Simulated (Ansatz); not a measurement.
# ZnAg: pressure against volume scale

All results are calculated (Ansatz 0.2.0). Periodic Kohn-Sham DFT of a crystal at fixed atoms, scaled to volume_scale times the given cell; pressure positive in compression, energy less spherical unpolarised free atoms, largest_vzz the field gradient of largest size among the nuclei.

The cell before it is scaled or strained (space group Pm-3m, No. 221):
```
CELL_PARAMETERS angstrom
3.15600 0.00000 0.00000
0.00000 3.15600 0.00000
0.00000 0.00000 3.15600
ATOMIC_POSITIONS crystal
Zn 0.50000 0.50000 0.50000
Ag 0.00000 0.00000 0.00000
```

Settings of every row: method frozen-core PAW; functional LDA; relativity scalar; k mesh 12x12x12; filling fermi-dirac; smearing width 0.03 eV; wave cutoff 420 eV; paw set soft_2.

Atom start moment: 0 on all atoms.

Limits: PAW files made with PBE.

```
row  volume scale  V (Å³/atom)  pressure (GPa)
  1          0.94       14.774          -1.673
  2          0.96       15.089          -4.109
  3          0.98       15.403          -6.229
  4          0.99        15.56          -7.183
  5             1       15.717               ?
  6          1.01       15.875          -8.897
  7          1.02       16.032          -9.665
  8          1.04       16.346         -11.041
  9          1.06        16.66         -12.223
```

Question: what pressure should row 5 give?

Worked fit of pressure. Take u = (V_r/V)^(2/3) − 1 with V_r = 15.718 Å³ an atom, which is twice the finite (Eulerian) strain; such expansions in the strain, on which the Birch-Murnaghan equation of state is built, carry the rest volume and the bulk modulus. The shown rows have u = 0.04216, 0.0276, 0.01359, 0.00676, -0.0066, -0.0131, -0.02578, -0.03806. Least squares give pressure = −8.0732 + 128.448 × u + 531.31 × u² + 552 × u³ GPa; a parabola predicts inner rows, each left out in turn, worse (root mean square 0.0094 against 0.0027 GPa). The rows lie off it by -0.001, 0.003, -0.001, -0.003, 0.001, 0.001, 0.000, 0.000. The withheld row has u = 4e-05, so the fit gives −8.0732 + 128.448 × (4e-05) + 531.31 × (4e-05)² + 552 × (4e-05)³ = -8.068 GPa.

The calculation gave -8.071 GPa. The fit lies 0.003 GPa (0.028 % of the column's range) above it; its largest miss of a shown row is 0.003 GPa.
